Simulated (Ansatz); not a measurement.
## Computed against measured: atomisation enthalpy at 298 K

6 molecules with two or more fluorines; the atomisation enthalpy at 298 K in kJ/mol, computed less measured. Shapes, held fixed at every level: PBE0-D4/def2-TZVP. Flexible molecules stand in one conformer, not always the lowest. Thermal terms are harmonic and unscaled (PBE0-D4/def2-TZVP); the spin-orbit lowering of the free atoms is taken from their spectra. Programs: Ansatz 0.2.0. Measured values: Active Thermochemical Tables, CRC Handbook of Chemistry and Physics, NIST-JANAF tables.

Levels: A = HF/def2-TZVPP; B = SPW92/def2-TZVPP; C = PBE0-D4/def2-TZVPP.

| molecule | from tabulated heats | A | B | C |
| --- | --- | --- | --- | --- |
| NF3 (nitrogen trifluoride) | 843 | -702 | +443 | +16 |
| B(OH)F2 (difluorohydroxyborane) | 2280 | -586 | +394 | -7 |
| CF4 (tetrafluoromethane) | 1968 | -686 | +507 | +8 |
| C2Cl4F2 (1,1,1,2-tetrachloro-2,2-difluoroethane) | 2568 | -988 | +744 | +96 |
| C2HBrClF3 (1-bromo-2-chloro-1,1,2-trifluoroethane) | 2768 | -993 | +691 | +46 |
| Si(SiF3)F3 (hexafluorodisilane) | 3760 | -1010 | +522 | -128 |

Which level does best on this set, which worst, and which err to one side?


| level | kind | mean error | mean absolute error | worst case |
| --- | --- | --- | --- | --- |
| HF/def2-TZVPP | Hartree–Fock | -827.5 | 827.5 | Si(SiF3)F3 |
| SPW92/def2-TZVPP | LDA | +550.2 | 550.2 | C2Cl4F2 |
| PBE0-D4/def2-TZVPP | global hybrid | +5.2 | 50.2 | Si(SiF3)F3 |

On this set PBE0-D4/def2-TZVPP has the smallest mean absolute error and HF/def2-TZVPP the largest. HF/def2-TZVPP is too low in 6 of 6; SPW92/def2-TZVPP is too high in 6 of 6; PBE0-D4/def2-TZVPP is too high in 4 of 6. The heats of NF3, C2HBrClF3, Si(SiF3)F3 come from older tables and can be uncertain by 10 kJ/mol or more. The tabulated values of B(OH)F2, C2Cl4F2 are in doubt (older tables, estimates, or at odds with other calculations) and kept here. Over the 4 molecules whose values aren't doubted the mean absolute errors are A 847.8; B 540.8; C 49.5. Hartree–Fock lacks correlation and underbinds. Relativity is left out for Br. The set is small.

The near-zero mean error of PBE0 reflects cancellation, not uniform accuracy: NF3 and CF4 come out close to the tabulated values, while hexafluorodisilane is underbound by 128 kJ/mol. The largest absolute errors also hide where binding is hardest to describe. Relative to the total atomisation enthalpy, NF3 is the worst case for both Hartree–Fock and LDA, and Hartree–Fock loses most of its binding. Its weak N–F bonds join atoms with compact, mutually repelling lone pairs, so electron correlation supplies an unusually large share of the bond energy. The strongly polar Si–F and B–F bonds draw more of their strength from charge transfer and electrostatic attraction, which probably explains the smaller relative errors of both methods for the silicon and boron compounds. LDA errs the other way because its local exchange favours the smoother molecular density over that of the separated atoms. The deficit for hexafluorodisilane may come from the functional or from too few tight d functions on silicon, and these data can't separate the two.
